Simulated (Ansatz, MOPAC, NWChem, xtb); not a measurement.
**A ladder of methods for As2 (SMILES [As]#[As])**

As2, singlet, SMILES `[As]#[As]`. Each level relaxes the structure for itself.

Each level gives the equilibrium bond length (Å). The values are calculated.

```tsv
level	kind	program	value (Å)
PM3	semi-empirical	MOPAC	1.891
PM6-DH2	semi-empirical	MOPAC	1.912
PM7-HH	semi-empirical	MOPAC	2.063
GFN2-xTB	semi-empirical	xtb	2.094
HF/STO-3G	Hartree–Fock	Ansatz	1.979
HF/3-21G	Hartree–Fock	NWChem	2.121
HF/6-31G* (Cartesian functions)	Hartree–Fock	Ansatz	2.066
HF/cc-pVTZ	Hartree–Fock	Ansatz	2.061
SVWN5/def2-TZVP	LDA	Ansatz	2.092
PBE/def2-SVP	GGA	Ansatz	2.122
```

All-electron rows without a relativistic Hamiltonian named are non-relativistic. The values span 1.891 to 2.122 Å. Without the sets that lack polarisation functions the rows with a basis span only 2.061 to 2.122 Å.

The polarised Hartree–Fock rows agree closely, at 2.066 and 2.061 Å, and both fall short of the known As2 bond length. This is the usual error for a triple bond: without correlation, no density moves from the π bonding into the π* orbitals, and the bond stays too stiff and short. The two density functionals give longer bonds. PBE exceeds LDA, as gradient corrections usually ensure, though the smaller basis in the PBE row may contribute.

HF/3-21G almost matches PBE, but probably through cancellation: missing d polarisation functions weaken the description of the π bonds and lengthen the bond, while missing correlation shortens it. The minimal basis errs the other way, so poor basis sets don't shift the result in one direction. PM3 and PM6-DH2 make the bond far too short, which suggests a parametrisation poorly suited to multiply bonded arsenic; PM7-HH and GFN2-xTB are much closer. With no correlated wavefunction level in the series, the correlation contribution can't be isolated from the choice of functional.
